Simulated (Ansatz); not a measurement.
## SiH2F2 (SMILES F[SiH2]F): the energy, rung by rung

The species is SiH2F2 (5 atoms), meant as a singlet with charge 0. As SMILES, `F[SiH2]F`. The shape is that of a PBE0-D4/def2-TZVP optimisation.

```xyz
5

F    -1.0790    0.5382    0.9807
Si   -0.0052   -0.0005   -0.0541
F     1.2476   -0.5206    0.7669
H    -0.5905   -1.1387   -0.7863
H     0.4271    1.1217   -0.9073
```

Each level gives the energy change with the F1–Si2 bond stretched from 1.586 to 2.378 Å (eV). The values are calculated.

```tsv
level	kind	program	value (eV)	less FCI/STO-3G	CPU time (all runs)
HF/STO-3G (restricted)	Hartree–Fock	Ansatz	4.92	+1.99	0.2 s
r2SCAN/STO-3G (restricted)	meta-GGA	Ansatz	3.37	+0.44	5.7 s
HSE06/STO-3G (restricted)	range-separated hybrid	Ansatz	3.60	+0.67	2.7 s
wB97X/STO-3G (restricted)	range-separated hybrid	Ansatz	3.79	+0.86	9.5 s
B2PLYP/STO-3G (restricted)	double hybrid	Ansatz	3.65	+0.72	2.7 s
RPA@PBE/STO-3G (restricted)	RPA	Ansatz	2.68	-0.25	3.5 s
MP2/STO-3G (restricted)	perturbation theory	Ansatz	3.87	+0.94	0.29 s
CCSDT/STO-3G (restricted)	coupled cluster or CI	Ansatz	2.93	0.00	1 s
FCI/STO-3G	exact in the basis	Ansatz	2.93	0.00	4.3 s
```

FCI/STO-3G is exact within its basis and frozen core, so for wave-function methods in that basis the difference is their error; functionals converge differently with the basis, so for them it is only a difference. Spin-restricted single references rise too steeply as a bond breaks, Hartree–Fock most of all. Perturbation and coupled-cluster corrections on them can overshoot downwards. The first shape isn't each level's own minimum. The values span 2.68 to 4.92 eV. All rows use very small basis sets, so even the best lies far from the true value. Times are those of the runs behind each value, whatever else they computed, on shared processors of several kinds: orders of magnitude only.

Stretching the Si–F bond costs 2.93 eV in the full CI treatment, and CCSDT reproduces this to the printed precision, whereas Hartree–Fock gives 4.92 eV. Correlation therefore lowers the cost of stretching substantially. As the bond lengthens, the overlap between the silicon hybrid and the fluorine 2p orbital falls and the σ–σ* gap narrows, so the doubly excited σ*² configuration gains weight. A single closed-shell determinant cannot adjust the balance of ionic and covalent character in the way this mixing does. MP2 recovers only about half of the missing correlation, while CCSDT treats the pair excitation and its coupling to the remaining electrons iteratively. Only one σ pair is being separated, which suits a truncated cluster expansion.

Among r2SCAN, HSE06 and wB97X the cost rises, probably reflecting their exact exchange: r2SCAN has none, HSE06 has it only at short range, and wB97X has it in full at long range; B2PLYP, with its perturbative correlation, falls outside that simple order. None of these values is a bond dissociation energy, since the fragments still interact at 2.378 Å.
